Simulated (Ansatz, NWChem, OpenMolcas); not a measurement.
A small benchmark: dipole moment

6 molecules; the dipole moment in D, computed less measured. Shapes, held fixed at every level: PBE0-D4/def2-TZVP. No vibrational averaging. Dipoles are compared by magnitude; molecules under 1 D, whose direction can flip, are left out. Programs: Ansatz 0.2.0, NWChem 7.3.0, OpenMolcas 26.06. Measured values: NIST CCCBDB.

Levels: A = HF/def2-SVP; B = HF/aug-cc-pVDZ; C = revPBE/aug-cc-pVDZ; D = PBE-D4/def2-TZVPP.

```tsv
molecule	measured	A	B	C	D
C2H2O (ethenone)	1.42	+0.26	+0.35	-0.07	-0.09
CH2F2 (difluoromethane)	1.97	+0.30	+0.21	-0.21	-0.25
SiH3Cl (chlorosilane)	1.31	+0.26	+0.24	-0.02	-0.15
C2H2F2 (vinylidene fluoride)	1.38	+0.08	+0.12	-0.32	-0.39
C2H5F (SMILES CCF)	1.96	+0.20	+0.16	-0.15	-0.21
C2H5N (N-methylmethanimine)	1.53	+0.21	+0.21	-0.13	-0.17
```

Q: Sum up the errors.

A: 
| level | kind | mean error | mean absolute error | worst case |
| --- | --- | --- | --- | --- |
| HF/def2-SVP | Hartree–Fock | +0.218 | 0.218 | CH2F2 |
| HF/aug-cc-pVDZ | Hartree–Fock | +0.215 | 0.215 | C2H2O |
| revPBE/aug-cc-pVDZ | GGA | -0.150 | 0.150 | C2H2F2 |
| PBE-D4/def2-TZVPP | GGA | -0.210 | 0.210 | C2H2F2 |

On this set revPBE/aug-cc-pVDZ has the smallest mean absolute error and HF/def2-SVP the largest. Without CH2F2 the largest would be that of HF/aug-cc-pVDZ. HF/def2-SVP is too high in 6 of 6; HF/aug-cc-pVDZ is too high in 6 of 6; revPBE/aug-cc-pVDZ is too low in 6 of 6; PBE-D4/def2-TZVPP is too low in 6 of 6. The largest two are near a tie. The set is small.

The measured dipole lies between the Hartree–Fock and GGA values for every molecule. Hartree–Fock makes polar bonds too ionic because it lacks the electron correlation that normally moves some charge back from the electronegative atom, while the GGAs overshoot the other way, probably because semilocal exchange spreads the density too evenly. Vinylidene fluoride has the smallest Hartree–Fock errors and the largest GGA errors, yet the gap between the two kinds of method is much the same as in difluoromethane. This suggests an offset common to all levels, perhaps from the geometry or the reference value, rather than a particular failure of the GGAs.

The nearly equal Hartree–Fock means hide basis-set changes of opposite sign, upward for ethenone and downward for difluoromethane. PBE lies below revPBE throughout, but functional and basis change together, so the lead of revPBE can't be credited to the functional alone. The D4 term plays no part, since it leaves the density unchanged at a fixed geometry.
